## How fast a plane-wave energy settles, and how to estimate it by hand

The energy less tightest is the energy per atom of a crystal computed with a limited set of plane waves, minus the same energy computed with the largest set tried. The limit is the cutoff, listed as the sweep value in eV: a plane wave enters the calculation only if its kinetic energy lies below it. Here the crystal is the layered compound SnSe₂ in one fixed geometry, treated with density-functional theory at the meta-GGA level. The pressure, the gap between filled and empty levels, and the largest force on an atom come from the same runs. The gap is taken only at the points of the k mesh, so the true band edges may lie closer together.

DFTK 0.8.2 plane-wave DFT of SnSe₂ in one fixed geometry: r2SCAN without spin polarisation, spin–orbit coupling or dispersion correction, PBE pseudopotentials cp2k.nc.sr.pbe.v0_1.semicore.gth (valence electrons: Sn 4, Se 6). The k mesh is 4×4×2, with cold smearing of 0.02 eV. The sweep value is the cutoff in eV; energies are free energies relative to the highest cutoff.

```
sweep value  energy less tightest (meV/atom)  pressure (GPa)  gap (eV)  largest force (eV/Å)
    272.114                            674.9          -3.207     0.981                 0.876
    353.748                            254.1           1.833     1.001                 0.789
    435.382                            107.1           4.008     1.010                 0.791
    544.228                             41.7           5.033     1.007                 0.760
    680.285                             13.6           5.466     1.009                 0.764
     789.13                              5.5           5.620     1.010                 0.764
    952.399                              1.2           5.733     1.010                 0.763
    1142.88                              0.0           5.771     1.009                 0.763
```

The energy falls at every step, from 674.9 meV/atom above the reference to zero, which is the reference itself. The fall belongs to the method, since the crystal is the same in every row. Each larger set of waves contains the smaller ones, so the electrons gain freedom to lower their energy and lose none. What can be estimated by hand is how much lowering still lies ahead at a given cutoff.

### Why equal steps bring equal factors

A plane wave with a short wavelength draws fine detail, and one with a long wavelength draws broad shapes. Near a real nucleus the orbitals are sharply structured and would need extremely short waves. Pseudopotentials replace the inner part of each atom by something smooth, so the valence orbitals have a finest feature of finite size. Once the waves are shorter than that feature, little is left for them to describe.

How quickly the remainder shrinks depends on how smooth the orbitals are. A kink would leave a long tail of short waves that dies off only as a power of the wave number, the inverse of the wavelength. For a smooth function with a finite finest feature, theory suggests a faster law: each equal step in wave number removes roughly the same fraction of what remains. The energy error follows the square of the part left out, so it too should shrink by a constant factor per step.

The kinetic energy of a wave grows as the square of its wave number. The natural scale for convergence is therefore the square root of the cutoff, and equal steps in eV are worth less and less as the cutoff rises. More compact valence orbitals have finer features, and for them a given step removes a smaller fraction. This is why elements with tightly bound valence shells need high cutoffs.

### The rule from two rows

In symbols, with E the cutoff and ΔE the energy error, the picture reads

ΔE ∝ exp(−b√E).

The constant b measures how fast fine detail dies out. Two rows fix the rule: the lowest cutoff, 272.114 eV, and the row at double that value, 544.228 eV. Their square roots are 16.50 and 23.33 √eV, a distance of 6.83, over which the error falls from 674.9 to 41.7 meV/atom.

- b = ln(674.9/41.7)/6.83 ≈ 0.407 per √eV
- step for a tenfold fall = 2.303/0.407 ≈ 5.65 √eV

The second line is the form to remember: **for this crystal and these potentials, every 5.65 added to the square root of the cutoff divides the energy error by ten.**

Take the row at 789.13 eV, which played no part in fixing the rule. Its square root is 28.09, which lies 4.76 beyond the second of the two rows.

- number of tenfold steps: 4.76/5.65 = 0.84
- error left: 41.7 × 10^(−0.84) ≈ 6.0 meV/atom

The table counts from the tightest run, which has an error of its own. That run lies 10.48 beyond the same starting row, or 1.85 tenfold steps, so the rule leaves it about 0.6 meV/atom. The estimate to compare with the table is thus 6.0 − 0.6 = 5.4 meV/atom, and the table has 5.5.

The rule also works downwards. At 353.748 eV the square root is 18.81, which is 4.52 short of the starting row, or 0.80 tenfold steps. The error should then be 41.7 × 10^0.80 ≈ 263 meV/atom. The table has 254.1, so the estimate is 3% too high.

Turned around, the rule gives the cutoff for a wanted accuracy. To bring 41.7 down to 10 meV/atom takes 0.62 tenfold steps, or 3.50 √eV. The square root must reach 26.83, which means a cutoff of about 720 eV. The table agrees as far as its spacing allows: the error is still 13.6 meV/atom at 680.285 eV and has dropped to 5.5 at the next cutoff.

### How the energy error becomes a pressure error

Pressure tells how the energy changes when the cell expands. In the calculation the cell is stretched in thought while the set of waves stays the same in number. Every wave is stretched with the cell, its wavelength grows and its kinetic energy drops. The same waves now amount to a lower cutoff, and a lower cutoff means a higher energy.

Expansion thus seems to cost energy that no real crystal would have to pay. The cell appears reluctant to grow, and the computed pressure comes out too low. This effect is known as Pulay stress. It explains the most striking feature of the pressure column, the change of sign from −3.207 GPa at the lowest cutoff to 5.771 GPa at the highest. A cell relaxed at the lowest cutoff would start to shrink, although the best-converged run says that it should expand.

The size follows from the same constant b. If the volume grows by 1%, the wave numbers shrink by a third of a percent, and so does the square root of the effective cutoff. The energy error then grows by b√E/3 percent. With V the volume per atom, and on the assumption that the error at a fixed cutoff hardly depends on volume,

pressure error ≈ −(b√E/3) × ΔE/V.

At 789.13 eV the factor b√E/3 is 0.407 × 28.09/3 ≈ 3.8. An energy error of 1 meV/atom, spread over the 25.73 Å³ of an atom, corresponds to 0.0062 GPa.

- estimate: −3.8 × 5.5 × 0.0062 ≈ −0.13 GPa
- table: 5.620 − 5.771 = −0.151 GPa

At 353.748 eV the factor is 2.55, and the 254.1 meV/atom of that row give −4.0 GPa, against −3.94 GPa in the table. No pressure was used to find b, so the agreement supports the account of stretched waves.

The formula also shows why pressure can be the more demanding quantity. Near 800 eV, an error of 0.1 GPa corresponds to only about 4 meV/atom. A cutoff that satisfies a tolerance of 10 meV/atom can therefore still miss one of 0.1 GPa, as the row at 789.13 eV does.

### How good the rule is

Five rows test the energy rule: all except the two that fixed it and the reference. In four of them the estimate lies within 6% of the table. At 952.399 eV it is 13% too high, but there the whole difference is only 1.2 meV/atom. The pressure estimates, made from the energies in the table, come within 12% up to 680.285 eV and within 18% at the two cutoffs above it.

Other laws can be drawn through the same two rows. An exponential in the cutoff itself falls too fast and gives 3.3 meV/atom at 789.13 eV, where the table has 5.5. A power law falls too slowly and gives 7.3. Between the two fixed rows the power law stays within 9% of the table and the rule within 6%, so it takes the long run to high cutoffs to tell them apart clearly. The numbers favour a decay between these two extremes, and the exponential in wave number is the simplest law of that kind with a physical reason behind it.

The decay constant itself is not perfectly steady. Between neighbouring rows with errors above 5 meV/atom it wanders between 0.38 and 0.45 per √eV. A hand estimate that reaches far beyond its starting rows inherits this uncertainty, and the 0.6 meV/atom assigned to the tightest run should be read as an order of magnitude.

### Where the rule stops

As worked here, the rule needs one run at a much higher cutoff, which serves as the zero from which the errors are counted. Here the reference lies nearly two tenfold steps beyond the second starting row, so its own error hardly disturbs the calibration. Close to the reference the differences shrink too quickly, since part of the error is shared by both runs and drops out. This is why the decay seems to steepen at 952.399 eV; adding the estimated 0.6 meV/atom back removes most of the effect.

The gap and the largest force do not follow the rule. At 353.748 eV the energy is still 254.1 meV/atom too high, yet the gap is within 10 meV of its final value. A gap is a difference between two levels. In a given potential a shortage of waves raises both, so much of the error should cancel. Forces are helped by something else: moving an atom leaves the plane waves where they are, whereas stretching the cell changes them. The energy error should then stay nearly the same as the atom moves, and add little to the force. From 544.228 eV upward the largest force stays within 0.003 eV/Å of its final value.

A small cutoff error is not the same as a correct result. The potentials were made for a different functional and keep the 4d electrons of tin frozen in the core, and a higher cutoff repairs neither. The calculation also warned, at one or more of the cutoffs, that the kinetic energy density used by the functional fell below its theoretical lower bound somewhere in the cell. Smooth convergence does not remove that doubt.

By the rule, the pressure of 5.771 GPa in the last row is nearly free of cutoff error, but it still belongs to a cell that was never relaxed with this method. No dispersion correction was added either, and the extra attraction would be expected to pull the layers together and lower the pressure. How much of the 5.771 GPa it would remove is untested.
